Q: I know the energy levels of wurtzite AlN at a handful of points in the Brillouin zone, and I need them at M, the centre of a side face. Can I work them out from the points nearby?

A: You can make a forecast, and it helps to ask first which levels belong together. These are the PBE results you start from.

Wurtzite AlN at fixed geometry, computed with DFTK 0.8.2 using PBE, scalar-relativistic norm-conserving PseudoDojo potentials (v0.4.1, standard) and no spin–orbit coupling. The plane-wave cutoff is 1142.88 eV, the k mesh 10×10×6 and the Fermi–Dirac smearing 0.05 eV. Levels are relative to the valence top, and every listed k point has a b component of 0.

```
point a (reciprocal cell vector)  point c (reciprocal cell vector)  level under 4 (eV)  level under 3 (eV)  level under 2 (eV)  level under 1 (eV)  level over 1 (eV)  level over 2 (eV)
                          0.0000                            0.0000              -0.831              -0.180              -0.180               0.000              4.221              6.676
                         -0.5000                            0.0000                   ?                   ?                   ?                   ?                  ?                  ?
                          0.0000                            0.1667              -0.790              -0.597              -0.226              -0.226              4.710              6.741
                         -0.5000                            0.1667              -2.939              -1.984              -1.424              -0.775              5.362              5.905
                          0.0000                            0.3333              -0.675              -0.675              -0.350              -0.350              5.657              6.796
                         -0.5000                            0.3333              -2.121              -1.763              -1.072              -1.068              4.988              5.851
                          0.0000                           -0.5000              -0.515              -0.515              -0.515              -0.515              6.466              6.466
```

"Point a" and "point c" locate each row in fractions of the reciprocal cell vectors; I shall write c for the size of the second. Γ is the zone centre, A lies above it at c = 1/2, and L lies above M in the same way. "Level under 1" is the highest filled level at a point and "level over 1" the lowest empty one. Energies count from the valence top, which is at Γ.

Q: Then I'd take the rows at c = 1/6 and c = 1/3 on the line from M to L, and extend each column back to c = 0.

A: A column only ranks levels by energy. When two bands cross, they swap columns, and you would be extending a mixture of both. Look at A instead: four filled levels coincide there, and so do the two empty ones. That coincidence tells you that the levels come in pairs.

Q: Why do they coincide?

A: The cell holds two Al–N double layers, one above the other. The screw axis carries the first onto the second by a half turn and a shift of half the cell height. If the second layer were a plain copy of the first, the cell would be half as tall and each band would run over twice the range of c. Described in the taller cell, the outer half of that range is folded back, so a level at c has a partner belonging to 1 − c. The partners meet at c = 1/2. The four filled levels at A are two such pairs, equal in energy because the threefold rotation about the axis makes the in-plane directions alike.

Q: But the second layer is turned, so it isn't a plain copy.

A: On the lines through Γ and M the half turn leads to an equivalent line, so the folding survives. Symmetry under time reversal then forces partners to meet at A and at L. Zinc-blende AlN makes a useful contrast: its primitive cell holds one double layer, so it has three nitrogen p bands where wurtzite has six, and no partners are forced together in this way.

Q: How does that give me numbers at M?

A: Treat two partners as one smooth band over the doubled range. It must be flat at M, because c and −c are equivalent there. A short sum of cosines does this:

E(c) = e₀ + t cos(πc) + u cos(2πc) + v cos(3πc)

Here e₀ is the band's mean energy, while t, u and v describe coupling between layers one, two and three steps apart. Replacing c by 1 − c reverses the t and v terms and leaves the others alone. The half-sum S of two partners therefore contains only e₀ and u, and their half-difference D only t and v. Two rows fix all four constants, and at c = 0 they give

S(0) = 1.5 S(1/6) − 0.5 S(1/3)
D(0) = √3 D(1/6) − D(1/3)

Q: Which filled levels are partners on the way from M to L?

A: I assume that the four listed levels form two complete pairs, with no partner hidden further down, and that the first goes with the third and the second with the fourth. This gives the first of these pairs an almost pure cosine. For that pair the two rows give

S(1/6) = (−0.775 − 1.984)/2 = −1.3795 eV
D(1/6) = (−0.775 + 1.984)/2 = 0.6045 eV
S(1/3) = (−1.068 − 1.763)/2 = −1.4155 eV
D(1/3) = (−1.068 + 1.763)/2 = 0.3475 eV

so that at M

S(0) = −1.3615 eV, D(0) = 0.6995 eV
upper partner: S(0) + D(0) = −0.662 eV
lower partner: S(0) − D(0) = −2.061 eV

Q: Four constants from four numbers will always work. What makes you trust the result?

A: The line from Γ to A offers a trial, because there the answer at c = 0 is known. I used only its rows at c = 1/6 and c = 1/3 and calculated Γ. The two filled partners at −0.180 and −0.831 eV came out within 0.001 eV. The lowest empty level came out 0.06 eV too high, so I trust the method less for strongly curved bands.

Q: What do you do about the empty levels at M?

A: We see only two of them in each row, and the true partner of the lowest may lie higher up. So I take the midpoint between the cosine band and a simple parabola, flat at M, drawn through each column. My forecasts are:

first filled level: −0.66 ± 0.06 eV
second filled level: −1.69 ± 0.15 eV
third filled level: −2.06 ± 0.10 eV
fourth filled level: −3.26 ± 0.25 eV
lowest empty level: 5.59 ± 0.20 eV
second empty level: 5.85 ± 0.20 eV

The ranges are my judgement, based on the trial at Γ and on how far different continuations disagree. In words, the highest filled level at M lies above its value at c = 1/6 but below the top at Γ. The lowest empty level is higher than at c = 1/6, so M is no valley for electrons, and the two empty levels are closer together than they are there. If an unseen band crosses the fourth filled level from below, it takes over that column, and the value comes out higher than forecast.

Q: Let's see the calculation.

The withheld rows as computed:

```
point a (reciprocal cell vector)  point c (reciprocal cell vector)  level under 4 (eV)  level under 3 (eV)  level under 2 (eV)  level under 1 (eV)  level over 1 (eV)  level over 2 (eV)
                         -0.5000                            0.0000              -3.329              -2.062              -1.766              -0.658              5.826              5.844
```

Q: All four filled levels are inside your ranges, but the lowest empty one isn't.

A: Yes, that one is a miss: 5.826 eV was computed, 0.23 eV above my forecast. The three statements in words hold. The first and third filled levels, the pair I worked out for you, agree within 0.01 eV. The second and fourth both lie lower than I said, by 0.08 and 0.07 eV.

Q: Is it a coincidence that those two are off by the same amount?

A: If they are partners, it has a simple reading: their separation was right and their mean was too high. The next term that could shift the mean is cos(4πc). It equals −1/2 at c = 1/6 and again at c = 1/3, so my two rows cannot tell it from a constant. At M it equals +1, and there it shows. A coefficient of about −0.05 eV would account for the shift, since the error at M is one and a half times the coefficient.

Q: Does the result at M confirm your choice of partners?

A: It doesn't settle it. Pairing the first level with the fourth and the second with the third gives a largest error of nearly the same size, about 0.08 eV. My choice does better for the first and third levels, the other one for the second and fourth. A calculation that follows the symmetry of each state along the line would decide.

Q: And what went wrong with the empty level?

A: Partly my caution. The parabola gave 5.487 eV and the cosine band 5.702 eV, so averaging moved me away from the answer. But the cosine band alone would still have been 0.12 eV too low. A parabola that is flat at M drops three times as far from c = 1/6 to c = 1/3 as it does from M to c = 1/6. The computed level drops by 0.46 eV in the first step and by 0.37 eV in the second, so it bends sharply close to M. The second empty level lies less than 0.02 eV higher at M, and it rises over the first step. Two levels that close may push each other apart as you leave M, which would cause such a bend. That happens only between levels of the same symmetry, and partners under the screw axis never have the same symmetry. If this is the cause, my cosine band joined two levels that aren't partners. The energies alone can't prove it.

Q: At least the second empty level was a perfect hit.

A: It deserves less credit than it seems to. The cosine band was too low by 0.06 eV and the parabola too high by 0.08 eV, and the two errors cancelled in the midpoint. The printed output below lists both continuations along with every forecast and miss.

Q: So where would an extra electron settle?

A: At Γ, which has the lowest empty level not just of the listed points but of the run's whole k mesh, L included. Going from M towards L, the lowest empty level falls to 4.988 eV at c = 1/3, which is still 0.77 eV above Γ. The table can't say how far the fall continues, because it lists no point beyond c = 1/3 on this line. Don't read the gap of 4.221 eV as the real one, though: PBE makes it too small, and experiment gives roughly 6 eV.

Q: So if I meet another crystal with such a screw axis, where do I start?

A: Start at the zone face where partners must meet: it tells you that the levels come in pairs. To learn which ones pair up, follow the symmetry of the states. If you can't, try each pairing and let the spread of the forecasts tell you how much the choice matters. Then ask which cosines your points can tell apart. Here two points were enough for a gently varying pair, while a sharply bent band needs more.

The analysis program printed:

```
Control at Gamma, upper valence pair, model less computed (eV): 0.0001883
Control at Gamma, lower valence pair, model less computed (eV): -0.0006883
Control at Gamma, lowest empty level, model less computed (eV): 0.0646
Control at Gamma, second empty level, model less computed (eV): -0.0116
Lowest empty level at M, branch model (eV): 5.702
Lowest empty level at M, flat parabola (eV): 5.487
Second empty level at M, branch model (eV): 5.779
Second empty level at M, flat parabola (eV): 5.923
Rival pairing at M, first filled level (eV): -0.6407
Rival pairing at M, second filled level (eV): -1.708
Rival pairing at M, third filled level (eV): -1.987
Rival pairing at M, fourth filled level (eV): -3.336
Forecast at M, first filled level, range 0.06 either way (eV): -0.662
Computed at M, first filled level (eV): -0.658
Miss at M, first filled level, forecast less computed (eV): -0.003975
Forecast at M, second filled level, range 0.15 either way (eV): -1.686
Computed at M, second filled level (eV): -1.766
Miss at M, second filled level, forecast less computed (eV): 0.07953
Forecast at M, third filled level, range 0.10 either way (eV): -2.061
Computed at M, third filled level (eV): -2.062
Miss at M, third filled level, forecast less computed (eV): 0.0009753
Forecast at M, fourth filled level, range 0.25 either way (eV): -3.262
Computed at M, fourth filled level (eV): -3.329
Miss at M, fourth filled level, forecast less computed (eV): 0.06747
Forecast at M, lowest empty level, range 0.20 either way (eV): 5.594
Computed at M, lowest empty level (eV): 5.826
Miss at M, lowest empty level, forecast less computed (eV): -0.2318
Forecast at M, second empty level, range 0.20 either way (eV): 5.851
Computed at M, second empty level (eV): 5.844
Miss at M, second empty level, forecast less computed (eV): 0.007126
Lowest empty level at c of 1/3 on M-L above that at Gamma (eV): 0.767
```
